The quantity is the energy needed to move one hydrogen atom of a water molecule towards a silylene molecule, SiH₂, counted from the row at 0.960 Å. The scan distance $r$ is the O–H distance, and the fragments are otherwise rigid. The reference column, RCCSDT, is a coupled-cluster calculation with full triple and perturbative quadruple excitations. Energies are compared within one modest basis set, so agreement with this column isn't agreement with nature.

Rigid scan of hydrogen transfer from water towards silylene (neutral singlet), computed with Ansatz 0.2.0 in the cc-pVDZ basis, with fragment geometries from PBE0/def2-TZVP. RCCSDT and UCCSDT stand for CCSDT(Q) on restricted and unrestricted Hartree–Fock references; both, and B2PLYP, use frozen cores. PBE, B3LYP and B2PLYP are unrestricted, PBE0 is restricted.

```csv
scan distance (Å),"PBE, energy from the start of the scan (kJ/mol)","RCCSDT, energy from the start of the scan (kJ/mol)","RKS PBE0, energy from the start of the scan (kJ/mol)","B3LYP, energy from the start of the scan (kJ/mol)","UCCSDT, energy from the start of the scan (kJ/mol)","B2PLYP, energy from the start of the scan (kJ/mol)"
0.892,18.80,10.10,12.90,13.40,10.10,10.80
0.960,0.00,0.00,0.00,0.00,0.00,0.00
1.009,0.90,7.70,5.60,4.90,7.80,8.00
1.059,10.10,23.60,19.50,18.10,23.80,24.60
1.109,24.70,44.40,39.20,36.60,44.80,46.60
1.159,43.20,67.70,62.60,58.60,68.50,71.30
1.208,63.90,91.60,88.20,81.10,92.70,96.00
1.258,86.70,115.90,116.50,103.90,117.30,120.10
1.308,111.00,140.20,147.10,126.50,141.60,143.10
```

The simpler system to think of is the O–H bond of a lone water molecule. Its hydrogen sits in a well, held by electrons shared with oxygen. For a small displacement the well acts like a spring: twice the stretch costs four times the energy. The analogy is good as long as oxygen holds the hydrogen much more firmly than silicon does, and it must end once the hydrogen belongs to silicon.

A real bond is softer than a spring when it is stretched. The sharing of electrons depends on the overlap of the orbitals on the two atoms, and overlap falls off roughly exponentially with distance. The pull back towards oxygen therefore first grows with the stretch, as in a spring, then passes a maximum and dies away. The energy follows: it curves upwards, runs nearly straight where the pull is greatest, and would level off at the energy of the broken bond.

The Morse curve puts this into a formula with few parameters:

$$E = D\left(1-e^{-a(r-r_0)}\right)^2$$

Here $D$ is the depth of the well, $r_0$ the distance at its bottom, and $a$ says how quickly the bond loses its grip. For small stretches the bracket is close to $a(r-r_0)$, so $E$ becomes $Da^2(r-r_0)^2$. A spring of stiffness $k$ has the energy $\tfrac12 k(r-r_0)^2$, and equating the two gives $a=\sqrt{k/2D}$.

Rough recalled values for free water are enough: $r_0$ = 0.96 Å, $D$ = 520 kJ/mol and $k$ = 5100 kJ/mol per Å². They give $a$ = 2.2 per Å. No energy of the table was used to set these constants, so both rows worked below are true estimates.

Take 1.308 Å first, a stretch of 0.348 Å. The exponent is 2.2 × 0.348 = 0.766. An exponent of 0.693 would give one half, and the remaining 0.073 takes off about another 7 %, which leaves 0.465. Then

$$E = 520\,(1-0.465)^2 \approx 149\ \text{kJ/mol}.$$

RCCSDT gives 140 kJ/mol, so the estimate is 6 % too high, and in kJ/mol this is the rule's worst row.

At 1.059 Å the stretch is 0.099 Å and the exponent 0.218. For so small an exponent the series $1-y+y^2/2$ suffices: it gives 0.806, and the exact value is 0.804. The estimate is 520 × (1 − 0.804)² ≈ 20 kJ/mol, against 23.6 from RCCSDT, or 16 % too low.

Over the whole table the rule stays within 9 kJ/mol of RCCSDT. Relative errors are largest close to the bottom of the well, where the energies themselves are small: at 0.892 and 1.009 Å they reach about a third. The rule is thus a guide to the cost of a sizeable stretch, not to fine differences near equilibrium. Its constants describe real water, while RCCSDT is tied to a small basis set, so the misses also contain the error of that basis.

The softening is what makes the rule work far out. A plain spring of the same stiffness predicts 309 kJ/mol at 1.308 Å, 2.2 times the RCCSDT value. Up to 1.059 Å the spring is actually closer than the Morse rule, but only through a cancellation of two errors: it ignores that the bond is softer when stretched and stiffer when squeezed, and its bottom is placed slightly too far out.

That misplaced bottom also explains why the rule is too low at moderate stretch. A Morse curve with depth, exponent and bottom all adjusted to the nine RCCSDT rows, as the output below shows, follows them to a few tenths of a kJ/mol and has its bottom near 0.95 Å. At 1.059 Å the rule climbs by about 3.6 kJ/mol per 0.01 Å, so a shift of 0.01 Å supplies nearly the whole error there. Why the bottom lies further in than the recalled bond length isn't shown; the nearby silylene may be pushing the hydrogen back towards oxygen. The adjusted depth and exponent can compensate for each other, and the depth shouldn't be read as a bond energy.

At the far end the error has the opposite sign, and the misplaced bottom hides part of it: moving the bottom inwards would raise the estimate there still further. From 1.159 to 1.308 Å the RCCSDT energy rises by 49 kJ/mol per 0.1 Å, whereas the rule rises by 56. Part of this may lie in the recalled depth: taking it 50 kJ/mol smaller at the same stiffness lowers the last estimate by 5 kJ/mol. Another part may be silicon beginning to bind the hydrogen, but this is a guess, since the scan doesn't separate the silicon's pull from the softening of the O–H bond itself.

It may seem odd that the energy still rises at the last row. If oxygen and silicon stay in place, the hydrogen is then 1.44 Å from silicon, already about the length of an Si–H bond. Bond strengths explain why the energy is high: an Si–H bond is weaker than the O–H bond given up for it, and the OH left behind is too far from silicon to form the strong Si–O bond that would repay the cost. Why the energy is still rising is a question of pulls. Near the length of an Si–H bond, silicon should hardly pull at all, because that bond is then close to the bottom of its own well, while oxygen's pull is near its greatest. The scan shows no barrier top, and with oxygen and silicon held in place none is expected just beyond it, where the hydrogen would be pressed into silicon.

The choice of electronic-structure method can matter more than the crudeness of the rule. At 1.308 Å PBE lies 29 kJ/mol below RCCSDT and B3LYP 14 below, while B2PLYP lies 3 above and PBE0 7 above. PBE and PBE0 also fit the picture of a softening bond less well: their curves are still growing steeper at the last row, where RCCSDT runs nearly straight. None of the functionals was given a dispersion term, so part of their differences from RCCSDT may come from that. PBE places the bottom of the well too far out and makes the stretch too cheap, in line with its known tendency to favour electrons spread over several atoms. PBE0 was kept closed-shell while B3LYP was free to break spin symmetry, so the difference between these two can't be credited to exact exchange alone. The two coupled-cluster columns start from restricted and unrestricted orbitals. The unrestricted start is spin-contaminated in every row, that is, mixed with states of higher spin, yet the two columns stay within 1.4 kJ/mol of each other.

For another X–H bond, the same steps start from its own stiffness and depth. At equal depth, a stiffer bond costs more for a small stretch but reaches its steepest point sooner. The accuracy found here belongs to this one scan, between 0.89 and 1.31 Å.

Beyond that range the rule climbs towards a broken O–H bond and knows nothing of a product. This matters in the deposition of silicon films from silane, where silylene can form and traces of water can bring in oxygen. In a real encounter the oxygen can approach silicon and the fragments can relax, so neither the rule nor this rigid scan gives the barrier or the rate of oxygen uptake.

Output of the analysis:

```
Morse exponent from recalled stiffness and depth, 1/angstrom: 2.214
Estimates against RCCSDT, kJ/mol:
    row  RCCSDT  Morse rule  rule less RCCSDT  parabola
  0.892    10.1       13.54             3.441     11.79
   0.96       0           0                 0         0
  1.009     7.7       5.431            -2.269     6.123
  1.059    23.6       19.92            -3.682     24.99
  1.109    44.4       40.62             -3.78     56.61
  1.159    67.7       65.37            -2.335       101
  1.208    91.6       91.95            0.3492     156.8
  1.258   115.9       120.2             4.342     226.5
  1.308   140.2       148.8             8.607     308.8
exponential in the rule at 1.059 angstrom: 0.8043
exponential in the rule at 1.308 angstrom: 0.4651
miss of the rule at 1.059 angstrom, percent: -15.6
miss of the rule at 1.308 angstrom, percent: 6.139
rms miss of the rule without the zero row, kJ/mol: 4.233
largest miss of the rule, kJ/mol: 8.607
parabola over RCCSDT at 1.308 angstrom, ratio: 2.203
change of the estimate at 1.308 angstrom if the depth is 50 kJ/mol less, kJ/mol: -5.126
mean slope of RCCSDT from 1.159 to 1.308 angstrom, kJ/mol per 0.1 angstrom: 48.66
mean slope of the rule over the same rows, kJ/mol per 0.1 angstrom: 56
fit of energy_rccsdt on 9 rows: coefficient of exp(-s*x) - 1 -713.8 +/- 1.4, coefficient of exp(-2*s*x) - 1 347.1 +/- 0.9, s 2.688; rms 0.136, worst 1.258 0.29, leave-one-out rms 0.386
tuned depth, kJ/mol: 367
tuned minimum, angstrom: 0.9497
H-Si distance at the last row if O and Si stay in place, angstrom: 1.442
PBE less RCCSDT at 1.308 angstrom, kJ/mol: -29.2
B3LYP less RCCSDT at 1.308 angstrom, kJ/mol: -13.7
B2PLYP less RCCSDT at 1.308 angstrom, kJ/mol: 2.9
restricted PBE0 less RCCSDT at 1.308 angstrom, kJ/mol: 6.9
largest gap between UCCSDT and RCCSDT, kJ/mol: 1.4
```
